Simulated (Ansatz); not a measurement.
**Swapping F for Cl on Si: the HOMO–LUMO gap**

Gas-phase molecules. On one Si centre that keeps GeH3, n of the F ligands are replaced by Cl. The HOMO–LUMO gap y in eV at wB97M-V/def2-TZVPP. Shapes: PBE0-D4/def2-TZVP. Programs: Ansatz 0.2.0.

| molecule | n | y (eV) |
| --- | --- | --- |
| Si(GeH3)F3 | 0 | 13.17 |
| Si(GeH3)ClF2 | 1 | ? |
| Si(GeH3)Cl2F | 2 | 12.19 |
| Si(GeH3)Cl3 | 3 | 12.04 |

Task: Fit y = c + s·n to the known rows and predict Si(GeH3)ClF2.

Result: 
1. Means of the 3 rows: n = 1.66667, y = 12.467.
2. Σ(Δn)² = 4.6667, Σ(Δn·Δy) = -1.8333, so the slope is -1.8333/4.6667 = -0.39285.
3. Intercept: 12.467 − (-0.39285) × 1.66667 = 13.122. The largest residual of the fit is 0.15.
4. Si(GeH3)ClF2: 13.122 + (-0.39285) × 1 = 12.73 eV.

The run gave 12.65 eV, so the prediction is off by +0.08 eV, within the largest residual. The step per swap drifts from -0.52 to -0.15 eV. Other levels give for Si(GeH3)ClF2: r2SCAN-D4/def2-TZVPP 7.24; wB97X-V/def2-TZVPP 13.10 eV. Orbital gaps aren't excitation energies, and the LUMO depends on the basis. Relativity is left out for Ge.

Each replacement of F by Cl narrows the gap, but the last swap does much less than the first two, so the fitted slope is an average over the series and not a transferable increment per ligand. Because the sequence is convex overall, a straight line through the other members overshoots the monochloride.

The direction fits the weaker, longer Si–Cl bond: chlorine's more diffuse valence 3p shell overlaps less well with silicon than fluorine's compact 2p shell, which leaves the Si–Cl antibonding combinations lower in energy. The HOMO is probably largely the Si–Ge σ bond, which would rise somewhat as the strongly withdrawing fluorines are lost. The flattening suggests that further chlorines mix into frontier orbitals already altered by the first ones, rather than adding independent shifts.

The much smaller r2SCAN gap probably reflects the missing exact exchange, which the range-separated hybrids include in full at long range. With only one molecule compared across functionals, it remains open whether the substitution trend itself depends on that choice.
